**Question.** MP2 is said to have the wrong C6 even at large separation, and local codes can treat distant pairs with direct ring-CCD (direct RPA) instead. What changes, how does it scale, and does it matter for the π→π* part of the ethylene dimer?

**Answer.** Take non-overlapping closed-shell fragments and real Hartree–Fock orbitals. The direct ring-CCD energy equals the direct RPA energy. Expanding it to second order in the interfragment coupling, with intrafragment rings kept to all orders, and averaging the dipole term over orientations gives E = −C6/R⁶, with the Casimir–Polder form

C6 = (3ħ/π)(4πε₀)⁻² ∫₀^∞ α_A(iω) α_B(iω) dω

and isotropic RPA polarisabilities. MP2, local or canonical, omits the intrafragment rings, leaving uncoupled α.

**Model.** One excitation i→a per identical fragment: orbital gap D, K = (ia|ia), orbital transition dipole d, g = d²/(4πε₀), coupling v = (ia|jb) = gT/R³. T is an orientation factor with ⟨T²⟩ = 2/3. With three energies, E/D depends only on x = K/D and v/D.

The singlet RPA matrices have diagonals A = D + 2K, B = 2K and off-diagonals 2v. Monomer: W² = (A − B)(A + B) = D(D + 4K), α(iω) = (4d²/3)D/(W² + ħ²ω²). Since ∫₀^∞ dε/(W² + ε²)² = π/(4W³),

C6(RPA) = (4/3)g²D²/W³, C6(MP2) = (4/3)g²/D (set K = 0),

ratio = (D/W)³ = (1 + 4x)^(−3/2).

**Coupling.** The dimer modes are W± = W√(1 ± y), y = 4v/(D + 4K), so

E = (W₊ + W₋ − 2W)/2 = −(Wy²/8)(1 + 5y²/16 + …).

The leading term is −2v²D²/W³, against −2v²/D for MP2. The ratio is independent of R, so distance never removes the difference. The expansion fails at |y| = 1, where W₋ (or W₊) vanishes.

Local codes beware: solving B + AT′ + T′A + T′BT′ = 0 for the amplitudes T′ gives the interfragment amplitude τ = −4vD²/[W(W + D)²]. Its pair energy 2vτ is 4W²/(W + D)² times E; relaxation of the intrafragment amplitudes cancels the excess.

**Screening.**
- x ≪ 1/4: ratio = 1 − 6x + 30x² − …; −6x is the third-order ring term.
- x ≫ 1/4: ratio ≈ (4x)^(−3/2)(1 − 3/(8x)). As D → 0 at fixed d and K, MP2 diverges as 1/D, while C6(RPA) → g²√D/(6K^(3/2)).
- Crossover: x = 1/4, the radius of convergence, ratio 0.35.

**Ethylene.** Approximate valence-basis inputs: D = 2.40 aJ, K = 0.48 aJ, d = er/2 with r(C=C) = 0.134 nm. Then x = 0.20, W = 3.22 aJ, g = 1.04×10⁻⁴⁸ J m³, and the model gives C6(MP2) = 6.0×10⁻⁷⁹ J m⁶, C6(RPA) = 2.5×10⁻⁷⁹ J m⁶, ratio 0.41. The partial sums 1, −0.2, 1.0 show low orders to be useless this near the crossover. The pair energy alone overshoots E by a factor 1.31.

For a parallel stack (T = 1) at R = 0.40 nm, y = 0.015 and 5y²/16 = 7×10⁻⁵; y = 1 needs R = 0.099 nm, deep inside the overlap region. Multipoles matter sooner: transition charges ±e/2 on the carbons give v = (e²/8πε₀)(1/R − 1/√(R² + r²)), lowering v² by 15 % without changing the ratio. Retardation enters near ħc/W ≈ 10 nm.

**Neglected exchange.** It rivals the screening. Time-dependent Hartree–Fock has A = D + 2K − J, B = K, with J = (ii|aa), and α ∝ (A − B)/(W′² + ħ²ω²), W′² = (A − B)(A + B). The ratio to MP2 becomes D(A − B)^(1/2)/(A + B)^(3/2) = 0.85 for an approximate J = 1.76 aJ. So 0.41 belongs to direct rings on Hartree–Fock gaps, not to ethylene. Moreover, ethylene's full C6 is typically near 3×10⁻⁷⁷ J m⁶; the model's MP2 and RPA values are only 2 % and 0.8 % of that, since all excitations involving σ orbitals are missing.